**Problem: the 3p isotope-shift constants from Sc to Zn**

The binding energy of an inner level is $B = E_\text{hole} - E_\text{ground}$. Between two isotopes it shifts by $F\,\delta\langle r^2\rangle + K\,\delta(1/M)$, where $\langle r^2\rangle$ is the mean square nuclear charge radius and $M$ the nuclear mass. $K$ has a normal part (reduced mass) and a specific part (products of the momenta of different electrons). M2 and M3 denote a 3p$_{1/2}$ and a 3p$_{3/2}$ hole. The values are Dirac-Fock results for free atoms; the printed analysis follows the text.

Radial Dirac-Fock and Kohn-Sham solver 3: first-order constants F and K of the M2 and M3 binding energies of neutral atoms from Sc to Zn, from Dirac-Fock ground and hole states with a Fermi nucleus. The shift of a binding energy is F × change of mean square nuclear radius + K × change of 1/M, M being the nuclear mass; relativistic recoil terms are not included.

```tsv
species	Z	configuration	nuclear rms radius (fm)	F (M2) (meV/fm²)	K, normal (M2) (meV u)	K, specific (M2) (meV u)	F (M3) (meV/fm²)	K, normal (M3) (meV u)	K, specific (M3) (meV u)
Sc	21	[Ar] 3d1 4s2	3.546	0.003145	-21.83	19.72	0.003161	-21.55	18.75
Ti	22	[Ar] 3d2 4s2	3.592	0.003608	-25.03	22.34	0.003635	-24.67	21.06
V	23	[Ar] 3d3 4s2	3.600	0.004150	-28.31	25.51	0.004193	-27.85	23.86
Cr	24	[Ar] 3d5 4s1	3.645	0.003125	-28.84	23.33	0.003190	-28.29	21.24
Mn	25	[Ar] 3d5 4s2	3.706	0.005448	-35.20	33.34	0.005542	-34.51	30.70
Fe	26	[Ar] 3d6 4s2	3.738	0.006209	-38.85	38.02	0.006344	-38.01	34.74
Co	27	[Ar] 3d7 4s2	3.788	0.007049	-42.65	43.23	0.007237	-41.63	39.20
Ni	28	[Ar] 3d8 4s2	3.776	0.007978	-46.60	49.02	0.008236	-45.38	44.11
Cu	29	[Ar] 3d10 4s1	3.882	0.005940	-47.05	49.30	0.006286	-45.64	43.35
Zn	30	[Ar] 3d10 4s2	3.928	0.01008	-54.97	62.46	0.01055	-53.28	55.35
```

**(a) A 3p$_{3/2}$ electron has practically no density at the nucleus. Explain the sign of F (M3), derive its scaling with $Z$, and estimate it for Mn.**

*Solution.* A larger nucleus weakens the attraction for the electron density $\rho(0)$ inside it and raises a total energy by $\tfrac{2\pi}{3}Z\rho(0)\,\delta\langle r^2\rangle$ in atomic units. Hence

$$F=\tfrac{2\pi}{3}Z\,[\rho_\text{hole}(0)-\rho_\text{ground}(0)].$$

For a 1s hole the removed density $Z^3/\pi$ gives $F\approx-\tfrac23Z^4R$, with $R$ the Dirac enhancement of the 1s density (large component) at the nuclear surface (1.16 for Sc, 1.33 for Zn). The K-shell constants of the same calculation are 0.91 to 0.94 of this, which confirms the prefactor. For M3 the removed electron carries nothing away, so positive $F$ means that the ion has more contact density than the atom. This is relaxation: the remaining s electrons lose some screening and contract.

With 1 hartree/bohr² $=27211\ \text{meV}/(52918\ \text{fm})^2=9.72\times10^{-6}$ meV/fm², the Mn value corresponds to a gain of $0.005542/(9.72\times10^{-6}\times\tfrac{2\pi}{3}\times25)=10.9$ bohr$^{-3}$.

For the scaling take $\rho_{ns}(0)=Z_\text{eff}^3/\pi n^3$. A fixed loss of screening $\delta\sigma$ changes it by $3Z_\text{eff}^2\,\delta\sigma/\pi n^3$, and with $Z_\text{eff}\propto Z$

$$F(\text{M3})=a\,Z^3R .$$

The one constant, fitted to the eight 4s² rows, is $a=2.914\times10^{-7}$ meV/fm². For Mn, one of the fitted rows, $2.914\times10^{-7}\times25^3\times1.226=0.00558$; the table's 0.005542 lies 0.7% below the model. The worst 4s² row is Zn, 1.1% above it, whereas bare $Z^3$ misses Zn by 8.8%. A free exponent for $F/R$ comes out as 3.01. The fit describes the series well but does not say which shell contracts, and part (b) shows that the derivation covers only some of the effect.

F (M2) lies slightly below F (M3) in every row, as it should if the small component of 3p$_{1/2}$ takes a little contact density away. The hydrogenic size of that term, $\tfrac29(Z\alpha)^2$ times the 3s contribution (taken as F (M3) minus the constant of a 3s hole), is too large: the computed gap is about a fifth of it in Sc and somewhat over two fifths in Zn. Screened 3p penetrates less than hydrogenic 3p, and the tighter 3p$_{1/2}$ hole should cause slightly more relaxation, which offsets the direct term. Both are arguments, and the numbers do not separate them.

**(b) Cr and Cu fall off the trend. Locate the cause as far as the results allow.**

*Solution.* For Cr, which was not fitted, the model gives $2.914\times10^{-7}\times24^3\times1.208=0.00487$ against 0.003190, so about a third is missing; Cu lacks 32% of the model value. These are the two atoms in which a 4s electron has moved to 3d. The nuclear radius cannot be responsible: its entire range from Sc to Zn changes $R$ by 0.5%.

Two comparisons place the loss. First, the gap F (M3) − F (M2), which is tied to the 3p orbital itself, follows the smooth curve of the 4s² rows at Cr and Cu to within the rounding of the table. The dip is therefore in the relaxation common to both holes. Second, an outer shell sees any core hole as roughly one extra unit of charge, so a lost outer response should cost the same absolute amount wherever the hole sits. Measured from cubic curves of $\ln|F|$ through the 4s² rows, the deficits in $10^{-3}$ meV/fm² are 1.6 (Cr) and 3.1 (Cu) for 3p holes, and about 1.9 and 3.3 for 2s and 2p holes. The 3s hole does not fit: its deficits are only about 0.9 and 1.7, roughly half the 3p ones. There the removed electron carries contact density of its own. If the added 3d electron screens 3s and lowers that density by about 2%, less is lost with the hole and the difference is made up, but this has not been tested. The 1s hole decides nothing, because its curve scatters by as much as the deficit. The near equality for 2s, 2p and 3p holes points outside the core, though with 3s as an exception it is support, not proof. It also means that most of the dip cancels in a line between an L level and M2 or M3, whose constant is a difference of two levels; with M1 only about half of it does.

Two valence effects should lower $F$ together. There is one 4s electron fewer to contract, and the extra, loosely held 3d electron contracts as well and screens 3s and 4s. The deficits amount to 3.3 (Cr) and 5.2 bohr$^{-3}$ (Cu). A Fermi–Segrè estimate with rough recalled 4s energies, 7 eV for the atom and 16 eV for the ion, gives about 2 (Cr) and 3 bohr$^{-3}$ (Cu) for one 4s electron: below the deficits, but of the right order. If a third of $F$ depends on one valence electron, much of $F$ is valence response, for which $Z_\text{eff}\propto Z$ is poor, so the exponent 3.01 may be partly accidental. Single M2 and M3 levels are also an idealisation where a 3p hole couples to an open 3d shell and splits into multiplets, although closed-shell Zn lying on the same curve suggests that the smooth trend is no open-shell artefact.

**(c) Explain the signs and trends of the two mass constants, and decide whether their near cancellation can be trusted.**

*Solution.* The reduced mass scales $B$ by $1-m_e/M$, so the normal constant is $-m_eB$ by construction and tests nothing. For Sc M2, dividing 21.83 meV u by the electron mass in u gives $B=39.8$ eV; Zn has 100.2 eV. Writing $B=Z_\text{eff}^2/18$ hartree for M3, $Z_\text{eff}$ rises by only 0.32 per proton along the 4s² rows. This $Z_\text{eff}$ only restates $B$, but its slow rise fits a simple picture: the accompanying 3d electron lies at radii similar to 3p, and its repulsion cancels most of the attraction of the added proton. Trading a diffuse 4s for a compact 3d electron adds repulsion throughout the core, and the levels of Cr and Cu lie below their curves by 5.2 and 6.5 eV for 3p, and by 7 to 8 eV for 2s and 2p. The M2–M3 gap is spin-orbit splitting (0.51 eV in Sc, 3.08 eV in Zn); it arises near the nucleus and dips by only about 2%.

The specific term is $\tfrac1M\sum_{i<j}\mathbf p_i\!\cdot\!\mathbf p_j$. In a determinant only exchange survives, $-|\langle i|\mathbf p|j\rangle|^2$ for same-spin pairs whose $l$ differs by one. Removing a 3p electron from frozen orbitals deletes negative 3p–s and 3p–3d terms, so $K$ is positive, as found. The same reasoning would make it positive for any hole, yet the same runs give negative values for 2s and 3s holes in every row where they were computed. Relaxation, which strengthens the remaining pairs, therefore pulls $K$ down strongly, and the 3p value is a balance of the two.

Along the 4s² rows the specific constant of M2 grows as $Z^{3.2}$ and the normal one as $Z^{2.6}$. Plausibly the 3p couplings to 1s and 2s follow the amplitude of 3p inside the core, which may rise faster than the binding energy, and each new 3d electron adds 3p–3d exchange. At Cr and Cu the specific constant falls about 6 meV u below its curve for 3p holes, 6 to 8 for 2p, about 7 and 8 for 3s, and 13 to 16 for 1s and 2s. A contracting extra 3d electron would lower all of them. A p hole could regain part of this through the deleted p–3d pair, but a 3s hole has no such pair to delete and dips hardly more than 3p. That pair alone therefore cannot explain why the dips differ, and the cause stays open.

No theorem makes the two parts cancel. The M2 sum goes from −2.11 (Sc) to −2.80 (V), drops to −5.51 at Cr, passes zero between Fe (−0.83) and Co (+0.58), and reaches +7.49 meV u at Zn; the M3 sum is positive only at Zn. The omitted relativistic recoil terms are of order $(Z\alpha)^2K$, 1.4 meV u at Fe and 1.7 at Co, larger than the sums there, and correlation is missing too. The specific constants of M2 and M3 differ by 2.2 to 3.2 times $(Z\alpha)^2$ in relative terms, the same order as what was left out. The drift of the M2 sum from Sc to Zn is about three times $(Z\alpha)^2K$ at Zn, so it survives a correction of that size, but not surely one with a coefficient of two or three; where the sum crosses zero is not settled by these results.

One question from part (b) remains: how the missing third of $F$ divides between the absent 4s electron and the screening by the added 3d electron. The same runs give a clue. For a 3d$_{5/2}$ hole $F$ is 0.003192 meV/fm² in Cu and 0.007001 in Zn. Both atoms have a full 3d shell, but Cu has one 4s electron and Zn two, so $F$ roughly follows the number of 4s electrons. This suggests that the absent 4s electron is the larger cause at Cu; the exact shares stay open.

Output of the analysis:

```
ion drho(M3)[bohr^-3] rel res%(Z^3 rel) res%(Z^3) F3-F2[1e-6] /hydrogenic p1/2 est | F_K/(-2/3 Z^4 rel)
Sc 7.40 1.160 +1.0 -5.0 16 0.19 | 0.906
Ti 8.12 1.175 -0.3 -5.0 27 0.22 | 0.910
V 8.96 1.192 -0.7 -4.1 43 0.26 | 0.914
Cr 6.53 1.208 -34.5 -35.8 65 nan | 0.919
Mn 10.89 1.226 -0.7 -1.3 94 0.31 | 0.921
Fe 11.99 1.244 -0.4 +0.5 135 0.34 | 0.924
Co 13.17 1.263 -0.1 +2.4 188 0.37 | 0.927
Ni 14.45 1.284 +0.3 +4.5 258 0.39 | 0.930
Cu 10.65 1.304 -32.2 -28.2 346 nan | 0.934
Zn 17.28 1.326 +1.1 +8.8 470 0.44 | 0.936
a=2.914e-07 meV/fm2; 4s2 worst res: Z^3 rel 1.1% (Zn), Z^3 8.8%
rounding: F <=0.05%; F3-F2 +-1e-6 (Zn +-10e-6); K +-0.005 meV u (0.01 eV)
exponents in Z: F2 3.28 F3 3.38 F3/rel 3.01 F3-F2 9.42 hyd est 7.08 F_K 4.46
exponents: Kn2 2.58 Ks2 3.24 Kn3 2.53 Ks3 3.05; Zn/Sc: F2 3.21 Kn2 2.52 Ks2 3.17
radius effect on F, Co->Ni: 0.013%; Sc->Zn radius range at Z=30: -0.50%
value minus cubic log-curve through 4s2 rows: Cr, Cu (max misfit of curve)
hole | F[1e-3 meV/fm2] | binding[eV] | K specific[meV u]
K | -2.24 -3.00 (2.77) | -6.40 -6.54 (0.83) | -14.9 -16.2 (0.31)
L1 | -1.89 -3.34 (0.33) | -7.23 -8.20 (0.28) | -13.5 -15.3 (0.18)
L2 | -1.85 -3.27 (0.01) | -7.03 -7.93 (0.32) | -6.3 -7.6 (0.21)
L3 | -1.85 -3.27 (0.01) | -7.03 -7.94 (0.32) | -6.1 -7.5 (0.21)
M2 | -1.63 -3.05 (0.01) | -5.23 -6.55 (0.09) | -5.8 -6.2 (0.09)
M3 | -1.63 -3.06 (0.01) | -5.21 -6.51 (0.08) | -5.8 -6.2 (0.08)
relative dip F2: Cr -34.3% Cu -33.9%
relative dip F3: Cr -33.9% Cu -32.7%
relative dip F3-F2: Cr +0.1% Cu -0.5%
relative dip Kn2: Cr -9.1% Cu -7.1%
relative dip Ks2: Cr -19.9% Cu -11.2%
Cr M3 density deficit 3.3 bohr^-3; rough one-4s gain 2 (order only)
Cu M3 density deficit 5.2 bohr^-3; rough one-4s gain 3 (order only)
Zeff(M3) slope 0.324 per proton; spin-orbit ~(Z-s)^4, s=5.1, exponent 5.04
ion B2[eV] Zeff resB3% SO[eV] res% | sum2 sum3 -Ks2/Kn2 (Za)^2*Ks2 Ks2-Ks3 [meV u] (Ks2/Ks3-1)/(Za)^2
Sc 39.8 5.10 -1.4 0.51 -0.9 | -2.11 -2.80 0.903 0.46 0.97 2.2
Ti 45.6 5.45 -0.1 0.66 -0.2 | -2.69 -3.61 0.893 0.58 1.28 2.4
V 51.6 5.80 +0.5 0.84 +1.4 | -2.80 -3.99 0.901 0.72 1.65 2.5
Cr 52.6 5.84 -8.4 1.00 -2.4 | -5.51 -7.05 0.809 0.72 2.09 3.2
Mn 64.2 6.45 +0.7 1.26 -0.4 | -1.86 -3.81 0.947 1.11 2.64 2.6
Fe 70.8 6.77 +0.6 1.53 -0.3 | -0.83 -3.27 0.979 1.37 3.28 2.6
Co 77.7 7.09 +0.3 1.86 +0.4 | +0.58 -2.43 1.014 1.68 4.03 2.6
Ni 84.9 7.40 -0.0 2.22 +0.4 | +2.42 -1.27 1.052 2.05 4.91 2.7
Cu 85.8 7.42 -7.7 2.57 -2.1 | +2.25 -2.29 1.048 2.21 5.95 3.1
Zn 100.2 8.02 -0.8 3.08 -0.4 | +7.49 +2.07 1.136 2.99 7.11 2.7
```
